**Q.** I measure Rydberg series, and I reduce them to quantum defects. Here are LDA total-energy differences for boron with the outer electron lifted out of 2p. Can I read these defects the way I read mine?

Quantum ESPRESSO ld1.x 7.5, all-electron scalar-relativistic, spin-polarised LDA (Perdew-Zunger) with spherical densities and a point nucleus: neutral B with one spin-up outer electron over the B⁺ core [He] 2s2. Excitation energies from [He] 2s2 2p1 and binding energies relative to B⁺ are total-energy differences; ε is the outer eigenvalue.

| outer orbital | excitation energy (eV) | binding energy (eV) | quantum defect | outer eigenvalue (eV) | outer mean radius (bohr) | −ε / binding energy |
| --- | --- | --- | --- | --- | --- | --- |
| 4s | 6.9283 | 1.6333 | 1.114 | -1.0201 | 13.366 | 0.625 |
| 6s | 7.9229 | 0.63865 | 1.384 | -0.42889 | 35.500 | 0.672 |
| 7s | 8.1068 | 0.45482 | 1.531 | -0.31259 | 50.618 | 0.687 |
| 5p | 7.7322 | 0.82936 | 0.9497 | -0.53440 | 26.112 | 0.644 |
| 6p | 7.9955 | 0.56606 | 1.097 | -0.37815 | 39.395 | 0.668 |
| 5d | 7.8668 | 0.69477 | 0.5747 | -0.43401 | 29.613 | 0.625 |
| 6d | 8.0685 | 0.49304 | 0.7469 | -0.32365 | 43.761 | 0.656 |
| 7d | 8.1944 | 0.36722 | 0.9131 | -0.24896 | 60.595 | 0.678 |
| 4f | 7.6296 | 0.93196 | 0.1791 | -0.46647 | 17.203 | 0.501 |

**A.** The definition is the same. The binding energy $E_b$ is the energy of B⁺ minus that of the excited atom, the effective quantum number is $n^*=\sqrt{R/E_b}$ with $R = 13.606$ eV, and the quantum defect is $\delta = n-n^*$. For 4f, $\sqrt{13.606/0.93196}=3.821$, so $\delta=0.179$. The rows are comparable: each has the 1s²2s² core with one spin-up electron outside, the mean 2s radius stays within 0.01 bohr of its value in the ion, and excitation energy plus binding energy is 8.5616 eV throughout, to the rounding. The numbers, however, do not behave as defects must, and that can be seen without any measured level.

**Q.** What must they do?

**A.** Take the limit of large $n$. The electron spends nearly all its time far outside a core about 2 bohr in radius and feels $-1/r$ (atomic units). Inside the core the potential is so deep that the shape of the orbital there hardly depends on the small binding energy. Only its amplitude changes, and the weight inside the core falls as $1/n^{*3}$. A shift $\Delta E$ of the binding energy changes the defect by $\Delta E\,n^{*3}/2R$, as follows from differentiating $R/n^{*2}$. A short-range correction therefore gives a defect that tends to a constant for each $l$, with a Ritz term in $1/n^{*2}$ that dies away.

The second limit is large $l$. The centrifugal barrier keeps an f electron several bohr away from the nucleus, so it sees a point charge and its defect should be close to zero. Both statements are theory, and they hold for any one-electron potential with a $-1/r$ tail.

**Q.** And the table breaks both?

**A.** Both. The s defect climbs by 0.135 per unit of $n$ from 4s to 6s and by 0.147 from 6s to 7s. The one p step is 0.147, and the d steps are 0.172 and 0.166. The last is slightly smaller than the one before it, but nothing like the rapid decay of a Ritz term. Least-squares fits with two parameters to the three s rows leave a largest residual in $\delta$ of 0.005 for a straight line in $n$ and 0.047 for a line in $1/n^{*2}$; for the three d rows the figures are 0.002 and 0.024. Three points test little, and the line is not exact either, since $\delta$ is rounded at 0.0005 or better. The Ritz form would need a limit of 1.27 for a d electron on a core that holds no d shell, which I take as a sign that the form does not apply.

The 4f electron has a mean radius of 17 bohr and is bound 9.6 % more strongly than in hydrogen, 0.932 eV against $R/16=0.850$ eV.

**Q.** In my spectra nonpenetrating states do have small defects, from the polarisation of the core. Is that the 0.18?

**A.** It is too small, and it is not in the calculation. An induced dipole lowers the level by $\tfrac12\alpha\langle r^{-4}\rangle$. With $\alpha\approx 10$ bohr³ for B⁺, a rough recalled value, and the hydrogenic 4f average, this is 0.005 eV or a defect of 0.012, about 15 times less than the table. Spherical densities also cannot form a dipole; the core can only breathe. The potential $-\alpha/2r^4$ is short-ranged in the sense above, so it could not cause a drift with $n$ in any case.

**Q.** Then what binds the electron too strongly?

**A.** Its interaction with itself. A Kohn-Sham energy contains the Hartree repulsion of the whole density, and the outer electron's density $\rho$ is part of it, so the electron carries a self-repulsion $J=\tfrac12\iint\rho(\mathbf r)\rho(\mathbf r')/|\mathbf r-\mathbf r'|$. For one electron exact exchange cancels $J$ and the correlation energy is zero. A Rydberg electron far from the core is such a one-electron system. LDA treats its cloud as a dilute, fully polarised electron gas and leaves the remainder

$$S=J+E_x+E_c,\qquad E_x=-\tfrac34\left(\tfrac{6}{\pi}\right)^{1/3}\!\int\rho^{4/3}\,d^3r,\qquad E_c=\int\rho\,\epsilon_c(r_s)\,d^3r ,$$

where $r_s=(3/4\pi\rho)^{1/3}$ and $\epsilon_c$ is the Perdew-Zunger correlation energy per electron.

What matters is how $S$ scales. It is earned over the whole cloud, whose size goes as $\nu^2$, where $\nu$ is the effective quantum number that the orbital would have without $S$. $J$ is a charge squared over a length and goes as $1/\nu^2$. So does $E_x$, because $\rho\sim 1/V$ gives $\int\rho^{4/3}\sim V^{-1/3}$. Both carry shape factors that depend on the nodes. The correlation energy has the form $-\gamma/(1+\beta_1\sqrt{r_s}+\beta_2r_s)$, whose two last terms are equal near $r_s\approx30$, while typical values in these clouds run from somewhat below that to well above it. It falls roughly between $r_s^{-1/2}$ and $r_s^{-1}$, that is between $1/\nu$ and $1/\nu^2$. Every part of $S$ thus decays more slowly than the $1/\nu^3$ that a constant defect allows.

Put $E_b=R/\nu^2-S$, $\nu=n-\delta_0$ and $s=-S\nu^2/R$. Then $n^*=\nu/\sqrt{1+s}$ and

$$\delta=\delta_0+\nu\left[1-(1+s)^{-1/2}\right]\approx\delta_0+\tfrac12 s\,\nu .$$

If $S\propto1/\nu^3$, the added term is constant and hides in the defect. If $S\propto 1/\nu^2$, $s$ is constant, the series runs with a Rydberg constant too large by the factor $1+s$, and the defect grows linearly. The nearly straight rise in the table looks like the second case, but its slope is not $s/2$: in the model below $S$ falls more slowly than $1/\nu^2$, and $s$ itself grows from 0.08 at 4s to 0.17 at 7s.

**Q.** That is scaling. Does the size come out?

**A.** The cleanest test is 4f, where nothing needs fitting. Take the hydrogenic orbital with $\nu=4$, average its density over angles as the calculation does, and integrate the three terms. The sum is $S=-0.072$ eV. To first order the binding energy is $0.850+0.072=0.922$ eV, which gives $n^*=3.840$ and a defect of 0.160 against 0.179. The predicted binding energy is 1.0 % below the table. Measured against the excess over hydrogen, which is the harder test, the model yields 0.072 of 0.082 eV and misses about a tenth.

The energy parts of the 4f and B⁺ runs say the same independently. The Hartree energy rises by $9.8418-9.5611=0.2807$ hartree on adding the electron. Its repulsion from four core electrons that it hardly overlaps is $4\langle 1/r\rangle=4\times0.06366=0.2546$ hartree. What remains, 0.0260 hartree or 0.708 eV, is $J$, apart from a slight relaxation of the core. The exchange-correlation energy drops by 0.805 eV, so the self-terms sum to about $-0.097$ eV. This overshoots the net 0.082 eV, partly because the 2s shell swells slightly and the core's own Hartree energy falls, and partly as it should for a relaxed orbital: the mean radius has shrunk from the hydrogenic 18 bohr to 17.2 bohr, and the radial width of the shell, taken from $\langle r^2\rangle$ of the two runs, from 6 to 5.0 bohr. Uniform shrinking gains almost nothing, since $J+E_x$ and $E_c$ pull in opposite directions; narrowing raises $|E_x|$ faster than $J$ and so deepens $S$, while leaving the hydrogenic shape costs energy. The missing tenth has the sign of this relaxation, which can only lower the energy. This decomposition is clean for the 4f row only.

**Q.** I had heard that LDA exchange cancels the self-repulsion incompletely, which should push the level up. Why is the sign the other way?

**A.** That is true of exchange alone. For every row, 4f included (where this gives $S=-0.066$ eV in place of the hydrogenic value), I then integrated a Coulomb orbital of energy $-R/\nu^2$ inward, cut it at the core (2 bohr, 4 bohr for f), and solved $E_b=R/\nu^2-S(\nu,l)$ for $\nu$ with the tabulated $E_b$. In that model $J+E_x$ is positive or close to zero: $+0.089$ eV for 4f, $+0.072$ eV for 4s, falling with $n$ in each series and reaching $-0.002$ eV for 7d. The likely reason for the fall is that radial nodes bunch the density into shells, which raises $\int\rho^{4/3}$ more than the long-ranged $J$.

The overbinding comes from the self-correlation, which is negative and larger in size than $J+E_x$ in every row. From 4s to 7s $J$ falls from 0.895 to 0.231 eV, a factor 3.9, just the ratio of $\nu^2$ for $\nu=2.99$ and 5.92. $E_c$ goes from $-0.187$ to $-0.073$ eV, a factor of only 2.6. The positive part fades quickly and the negative part slowly, so $-S$ grows from 7 % of the binding energy at 4s to 15 % at 7s, and reaches 18 % at 7d. This split into exchange and correlation comes from the model orbitals. The runs give only their sum.

**Q.** If you take $S$ out, do you get constant defects?

**A.** Mostly. For 7s, $S=-0.067$ eV leaves $0.455-0.067=0.388$ eV, $\nu=5.92$ and $\delta_0=1.08$ in place of 1.53. Here the binding energy is an input, one unknown per row, so the test lies in whether $\delta_0$ is flat. The spread of the s defects shrinks from 0.417 to 0.072, that of p from 0.147 to 0.026 and that of d from 0.338 to 0.075. About four fifths of the drift is accounted for. The rest, 0.02 to 0.04 per unit of $n$, is far above the rounding.

The leftover has the sign of the neglected relaxation, and two checks point that way. The tabulated s, p and d radii are smaller than the model's, which exceed them by 2 to 6 %, more at higher $n$ in each series. The self-repulsion integrals $F^0=2J$ of the runs are 0.932 eV for 5p and 0.557 eV for 6d, against 0.902 and 0.528 eV in the model. That relaxation explains all of the leftover is a plausible reading, and I have not shown it.

The model is weakest where the cut matters. Moving it out by half changes $\delta_0$ by at most 0.004 for s and p, but takes 7d from 0.284 to 0.331 and 4f from 0.037 to 0.019. For penetrating orbitals the change of exchange-correlation energy from ion to atom is also no measure of $S$: for 4s it is $-1.201$ eV against $E_x+E_c=-1.010$ eV, because it includes exchange with the core and the core's relaxation, and that gap is larger than $S$ itself.

**Q.** So the corrected defects are not predictions I could compare with a spectrum?

**A.** No. From memory, and roughly, measured boron defects are about 1 for s, about 0.5 for p and near zero for d and f. The corrected s value is in that region, while p at 0.7 and d at 0.2 to 0.3 remain too large. In the 6d run the exchange integral with 2s is 0.040 eV, as large as the 0.041 eV of 5p with 2s, so, although the two integrals are of different rank, that orbital does overlap the outer part of the 2s shell; it does not reach the 1s region, where the integrals are 0.0002 eV for 6d and 0.030 eV for 5p. My guess is that the local exchange potential of the core, which goes as $\rho^{1/3}$ and so extends well beyond the density, draws the d orbital in. The real s and d series of boron are also perturbed by terms of 2s2p², a mixing of configurations that a single spherical configuration cannot describe; being absent from the calculation, it cannot cause the drift in the table. Fine structure is missing as well, but for $Z=5$ it is far below the 0.07 to 0.1 eV at issue. A difference of ground-state functionals evaluated on an excited configuration is, besides, not covered by the ground-state theorem of Hohenberg and Kohn; the extension of that theorem to the lowest state of each symmetry would reach only the 4f row here.

**Q.** Could the settings be responsible, the spherical average or the radial mesh?

**A.** The average does enter $S$ for p, d and f, because spreading one electron over all $m$ lowers both $J$ and $|E_x|$, and the values for oriented orbitals would differ. The s rows are spherical by nature and drift about as fast, so averaging is not the origin of the drift. As for the mesh, the model orbitals need 99 bohr (7s) and 120 bohr (7d) to hold 99.9 % of the charge, so these two rows are the most exposed to an outer boundary. Confinement would raise the level and shrink the radius, which is the wrong sign for overbinding. It could contribute to the smaller last d step, but the model's $\delta-\delta_0$ also rises slightly less from 6d to 7d than from 5d to 6d, so nothing requires it.

**Q.** The eigenvalues are smaller in size than the binding energies. Are they the better number, since the total energies overbind?

**A.** They err on the other side. Measured from the model's self-interaction-free value $E_b+S$ they err by more in eight rows, 7d being the exception (0.052 against 0.066 eV); measured from $R/n^2$, which the near-zero d defects recalled above suggest, all three d eigenvalues are nearer than the total-energy values. Neither number can be trusted. By Janak's theorem the outer eigenvalue $\varepsilon$ is the derivative of the energy with respect to the occupation $f$ of the orbital, and $-E_b$ is the integral of that derivative from 0 to 1. Without self-interaction the energy of a remote electron is linear in $f$, and $-\varepsilon/E_b=1$. In LDA the Hartree term goes as $f^2J$ and exchange as $f^{4/3}E_x$, so at $f=1$

$$\varepsilon=-R/\nu^2+2J+\tfrac43E_x+\langle v_c\rangle,\qquad \varepsilon+E_b=J+\tfrac13E_x+\langle v_c\rangle-E_c ,$$

with $\langle v_c\rangle$ the orbital average of the correlation potential. Take the limit in which exchange cancels $J$ perfectly in the energy and correlation is absent. The gap is still $\tfrac23J$, and the ratio is $1-\tfrac23J/E_b$. A cancellation at $f=1$ does not make the slopes cancel. In potential language, far outside a neutral atom the LDA potential has no $-1/r$ tail.

For 7s, $J/E_b=0.231/0.455=0.51$ gives a ratio of 0.66 against 0.687. For 4f, $0.708/0.932=0.76$ gives 0.49 against 0.501. The 4f ratio is the lowest because a nodeless orbital is a single compact shell with a large self-repulsion for its binding energy. Within each series the ratio rises with $n$, partly because $E_b$ is increasingly inflated by $S$ while $J$ keeps falling as $1/\nu^2$. For s this gives about half of the model's rise; the shrinking remainder $J+E_x$ and the negative, slowly fading term $\langle v_c\rangle-E_c$ give the rest. The full expression, using $\nu$ from the binding energy and nothing else, reproduces all nine eigenvalues within 5 % of the tabulated value. It is too deep for s, p and d, worst at 5d with 4.9 %, and 1.0 % too shallow for 4f. This is a stronger test than the flatness of $\delta_0$, since the eigenvalue was not used. For 7s the self-interaction-free value of 0.388 eV lies between $-\varepsilon=0.313$ eV and $E_b=0.455$ eV.

**Q.** Suppose I had a single row and no series. Is there still a warning sign?

**A.** Two. One is the ratio just discussed, which lies between 0.50 and 0.69 in all rows. The other is the radius. A Coulomb orbital has $\langle r\rangle=[3\nu^2-l(l+1)]/2$, and this holds well for non-integer $\nu$ because the average is dominated by the outer lobes. The outer mean radius therefore gives a second defect that should agree with the first. For 7d, $\nu^2=(2\times60.595+6)/3=42.40$, $\nu=6.511$ and the defect is 0.489, against 0.913 from the energy. The radius defect is the smaller in every row, and the gap widens with $n$ in each series, from 0.099 at 4s to 0.340 at 7s. The reason is that $S$ shifts the energy in first order with the orbital untouched, while the radius responds only through the variation of the self-potential across the cloud. The radius defects do drift, by 0.056 to 0.079 per unit of $n$, so they are contaminated too.

**Q.** I usually compare excitation energies. Would I have noticed any of this?

**A.** Probably not. The 0.067 eV of 7s is 0.8 % of its excitation energy of 8.107 eV. That column is the ionisation energy minus $E_b$, and the calculated 8.56 eV stands above the measured value, roughly 8.3 eV from memory, by more than any $S$ here. The two errors have opposite signs in the difference. In the energies, the Rydberg failure becomes plain once the levels are counted down from the calculation's own limit.

**Q.** What would you predict for a neighbouring state, or for an ion?

**A.** The straight line through the s rows, $0.559+0.138\,n$, puts 5s at 1.25, an interpolation good to perhaps 0.01. The d line, $-0.270+0.169\,n$, extrapolates to about 1.08 for 8d, provided the mesh holds the orbital. The constants of these lines have no physical meaning. A 5f state gains a node and is more dilute, so $J+E_x$ should shrink, $s$ should grow, and both its defect and its eigenvalue ratio should lie above those of 4f. A nodeless 5g should again have a ratio near one half and a spurious defect. For an outer electron on a core of net charge $z$ the binding grows as $z^2$, the cloud shrinks as $1/z$, and $J$ and $E_x$ grow as $z$ while $E_c$ grows more slowly, so relative to the binding energy $J+E_x$ falls as $1/z$ and $E_c$ falls faster. For states like these, where $E_c$ dominates, the neutral atom should be the worst case; where $J+E_x$ is positive, $S$ can change sign in a highly charged ion. These last predictions follow from the scaling argument alone. By the same argument a self-interaction correction that removes $J+E_x+E_c$ orbital by orbital restores the $-1/r$ tail and should remove the drift, though with spherical densities and a single configuration it would still lack the dipole polarisation and the 2s2p² perturbers. Exact exchange restores the tail too, but combined with LDA correlation it leaves $E_c$ in place, so a correct tail alone does not guarantee constant defects.
